# An oxygen between a propyl chain and three kinds of neighbour

## Question

A propoxy chain, CH₃CH₂CH₂O–, is bound through its oxygen to a group * that begins with silicon, germanium or boron. The table lists the chemical shifts δ along the chain. A larger δ means that the nucleus is less shielded from the applied magnetic field. Greek letters count outwards from the group, so that O α is the oxygen itself and C δ is the methyl carbon at the far end. The group column leaves out hydrogens that are not in square brackets, so *B stands for BH₂.

PySCF 2.14.0 with density fitting: non-relativistic PBE0/pcSseg-1 in the gas phase, at GFN2-xTB geometries. The molecules are *OCCC (SMILES) with the group * varied; the marked atom is the O that carries it. Each GIAO chemical shift δ is the shielding of the reference (H2O for 17O, TMS for 13C and 1H) at the same level minus that of the nucleus.

```tsv
group *	formula	binding atom	its electronegativity	point group	bond from the marked atom to the group (Å)	sum of bond angles at the marked atom (°)	torsion about that bond, heaviest neighbours (°)	δ O α (ppm)	δ C β (ppm)	δ H β (ppm)	δ C γ (ppm)	δ C δ (ppm)	IAO charge of the marked atom (e)
*[SiH2]CCl	C4H11ClOSi	Si	1.9000	Cs	1.615	129	180	34.7	70.2	3.72	30.3	11.0	-0.65
*[SiH2]OC	C4H12O2Si	Si	1.9000	n/a	1.605	132	67	53.1	69.1	3.96	29.9	13.1	-0.64
*[SiH2]C1CC1	C6H14OSi	Si	1.9000	C1	1.620	129	176	36.9	71.2	3.92	29.5	11.2	-0.64
*[GeH2][NH2]	C3H11GeNO	Ge	2.0100	Cs	1.765	128	180	50.1	71.3	3.70	31.2	11.3	-0.64
*B	C3H9BO	B	2.0400	C1	1.320	125	1	241.1	81.6	4.23	31.4	11.4	n/a
```

Shielding depends on how the molecule lies in the field, and the shift reflects the average of three principal components. For the marked oxygen, three of the same calculations give, in ppm:

| Group | lowest | middle | highest |
|---|---|---|---|
| BH₂ | −116.5 | 58.3 | 343.3 |
| GeH₂NH₂ | 243.1 | 287.5 | 327.3 |
| SiH₂OCH₃ | 230.3 | 276.6 | 342.2 |

(a) Does the electronegativity of the binding atom, or the charge on the oxygen, order the oxygen shifts?

(b) Explain the oxygen shift of the BH₂ row. Estimate the step from the germanium row to the boron row, assuming that only two of the three components change.

(c) How far along the chain is the effect of BH₂ felt, and does it alternate?

(d) Why do the three silicon rows disagree at oxygen?

## Model answer

**(a)** Neither quantity orders them. The three silicon rows share one electronegativity (on Pauling's scale), yet their oxygen shifts spread over 18 ppm. From germanium to boron the electronegativity changes by only 0.03, while the shift jumps by 191 ppm. The oxygen charge is the same within 0.01 e in the four silicon and germanium rows, so it cannot account for their spread either; for the boron row no charge is listed. What sets boron apart is its bonding: it has three neighbours, where silicon and germanium have four.

**(b)** The three bonds of boron lie in a plane and leave an empty p orbital perpendicular to it. The torsion of 1° shows that the BH₂ group and the O–C bond share this plane. An oxygen lone pair that also stands perpendicular to the plane can therefore spread into the empty orbital. Bonding theory then gives a filled π orbital, mostly on oxygen, and an empty π\* orbital, mostly on boron but with a share on oxygen. Four-coordinate silicon and germanium have no such empty p orbital to offer.

This empty orbital matters because of what a magnetic field does to electrons. Part of the induced current shields the nucleus; this is the diamagnetic part. The field also mixes empty orbitals into filled ones, which usually deshields the nucleus; this is the paramagnetic part. The mixing acts like a small rotation about the field direction.

A field lying in the plane of the BH₂ group can tip an in-plane p orbital of oxygen towards the perpendicular, where the π\* orbital has its oxygen share. A field perpendicular to the plane only turns in-plane orbitals into other in-plane orbitals, and misses π\*. Mixing with π\* can thus lower two components of the shielding, while it leaves the third nearly alone. The separation is not exact, because the outer chain does not lie in this plane. How far the two fall, this argument does not say.

The components show this pattern. From the germanium row to the boron row the lowest falls by 359.6 ppm and the middle one by 229.3 ppm, while the highest does not fall. That the two fallen components lie in the plane of the BH₂ group is the theory's assignment, since their sizes alone do not fix their directions. Pairing the components by size likewise assumes that the highest one points the same way in both rows.

For the estimate, let $\sigma_1$, $\sigma_2$ and $\sigma_3$ be the components from lowest to highest. The shift is a constant reference less their average, so a change $\Delta$ between two rows obeys

$$\Delta\delta = -\tfrac{1}{3}\left(\Delta\sigma_1+\Delta\sigma_2+\Delta\sigma_3\right).$$

With $\Delta\sigma_3 = 0$ this becomes

$$\Delta\delta \approx \tfrac{1}{3}\,(359.6+229.3)\ \text{ppm} \approx 196\ \text{ppm}.$$

The table gives 191 ppm. The estimate is 5 ppm too high because the third component in fact rises by 16 ppm, and a third of that enters the average. Measured from the SiH₂OCH₃ row, where the highest component moves by only about 1 ppm, estimate and table agree at 188 ppm.

**(c)** The effect is very large at oxygen, clear at the first carbon and lost beyond it. At C β the boron row lies 11 ppm above the mean of the other four, which themselves spread over only 2 ppm. At C γ and C δ its distance from that mean is smaller than their spread. No alternation along the chain can be read from such values.

The short reach fits the mechanism. Paramagnetic deshielding needs an empty orbital with a share close to the nucleus in question, and π\* sits chiefly on boron and oxygen. The smaller rise at C β may come from an oxygen that has given electrons to boron and pulls harder on its carbon, but this is a guess. Chain shape may contribute as well: the point group C1 and the unequal shielding of the two hydrogens at C β indicate that the chain of the BH₂ row leaves the plane of the BH₂ group, whereas the germanium row, with Cs, has a flat chain.

**(d)** The SiH₂OCH₃ row differs from the other two in more than its substituent. Its torsion about the O–Si bond is 67°, where theirs are close to 180°. The far end of its chain is unusual too: C δ lies at 13.1 ppm, against 11.0 and 11.2 ppm in the other silicon rows, although C β and C γ are not raised. An influence passed from bond to bond would hardly skip two carbons, so a differently folded chain is the likelier reason. The principal components of the shielding at C δ support this: the two lower ones lie 19 ppm apart here, but less than 1 ppm apart in the germanium row with its flat chain. They are also less than 1 ppm apart in the BH₂ row, whose chain is not flat, so the sign probably points to a fold near the methyl end. No second conformer was computed to measure what the folding does to the oxygen.

The same molecule shows how strongly an oxygen responds to its carbon side. Its silicon carries two oxygens: the one bound to methyl lies at 18 ppm, the one bound to propyl at 53 ppm. Replacing the methyl group on an oxygen by a longer alkyl group is known to raise the oxygen's shift by some tens of ppm, though the two oxygens here may also differ in local conformation. The difference within this one molecule exceeds the whole spread of the silicon and germanium rows. Every row of the table carries the same propyl group, however, so the exchange of methyl for propyl cannot cause the spread between rows. On the carbon side, the rows can differ only in the shape of the chain. In the SiH₂OCH₃ row, substituent and chain shape act together and cannot be separated.

## Remarks on the reasoning

**Losing electrons is not the main cause.** It is tempting to say that oxygen gives electrons to boron and is therefore less shielded. Between the germanium and boron rows, however, the diamagnetic part falls by only 14 ppm, while the paramagnetic part accounts for 177 ppm. The division into two parts depends on the method of calculation, but the method is the same in both rows. In the orbital picture, donation matters chiefly because the same mixing gives the empty orbital a share on oxygen.

**The gap between the frontier orbitals does not explain the jump alone.** Paramagnetic mixing grows as the filled and empty orbitals approach in energy, so the gap between the highest filled and the lowest empty orbital looks like a natural measure. In the boron row it is 8.3 eV, against 8.5 eV with the cyclopropylsilyl group. This narrowing of about 2 % accompanies a paramagnetic part 2.9 times as large. The gap does not tell whether a magnetic field can connect the two orbitals, nor how much of them lies on oxygen.

**What the estimate tests.** The averaging formula is exact, and the two large drops were taken from the calculation, so the estimate does not predict their size. It shows only that the step can be understood with one component left alone, as the orbital picture suggests.

**Which differences can bear weight.** The boron–oxygen bond, 1.32 Å in the approximate geometry used, is probably a few hundredths of an ångström too short, so the exact height of the boron shift is less certain than the jump itself. The germanium row also changes the outer group to NH₂ and was computed without spin–orbit coupling. Its 50.1 ppm is therefore no clean comparison of germanium with silicon. The step to boron is about ten times the spread of the other four rows, and it appears against the silicon rows as well.

The table has only one group with an empty p orbital next to oxygen, and the contributions of single orbitals to the shielding were not computed. The pattern of the components therefore supports the π\* explanation but does not prove it.

Printed output of the fit:

```
O shift of the BH2 row above the mean of the four Si and Ge rows, ppm: 197.4
spread of the O shift among the four Si and Ge rows, ppm: 18.4
electronegativity step from Ge to B: 0.03
O shift step from the Ge row to the B row, ppm: 191
spread of the O charge among the four Si and Ge rows, e: 0.01
C beta shift of BH2 above the mean of the four, ppm: 11.15
spread of C beta among the four, ppm: 2.2
H beta shift of BH2 above the mean of the four, ppm: 0.405
spread of H beta among the four, ppm: 0.26
C gamma shift of BH2 above the mean of the four, ppm: 1.175
spread of C gamma among the four, ppm: 1.7
C delta shift of BH2 above the mean of the four, ppm: -0.25
spread of C delta among the four, ppm: 2.1
paramagnetic O shielding, BH2 less methoxysilyl, ppm: -180.6
paramagnetic O shielding, BH2 less cyclopropylsilyl, ppm: -196.8
paramagnetic O shielding, BH2 less germyl, ppm: -176.8
ratio of paramagnetic O shielding, BH2 to germyl: 2.454
ratio of paramagnetic O shielding, BH2 to cyclopropylsilyl: 2.937
diamagnetic O shielding, BH2 less cyclopropylsilyl, ppm: -7.4
diamagnetic O shielding, BH2 less germyl, ppm: -14.2
lowest O component, BH2 less methoxysilyl, ppm: -346.8
middle O component, BH2 less methoxysilyl, ppm: -218.3
highest O component, BH2 less methoxysilyl, ppm: 1.096
lowest O component, BH2 less germyl, ppm: -359.6
middle O component, BH2 less germyl, ppm: -229.3
highest O component, BH2 less germyl, ppm: 15.99
HOMO-LUMO gap:
           row  gap in eV
    *[SiH2]CCl      8.492
     *[SiH2]OC      9.032
  *[SiH2]C1CC1      8.529
  *[GeH2][NH2]      8.693
            *B      8.324
methoxy O less propoxy O in shielding, methoxysilyl row, ppm: 34.73
O shift of the methoxy O, ppm: 18.37
two lower components of C delta apart by, methoxysilyl row, ppm: 18.88
two lower components of C delta apart by, germyl row, ppm: 0.715
```
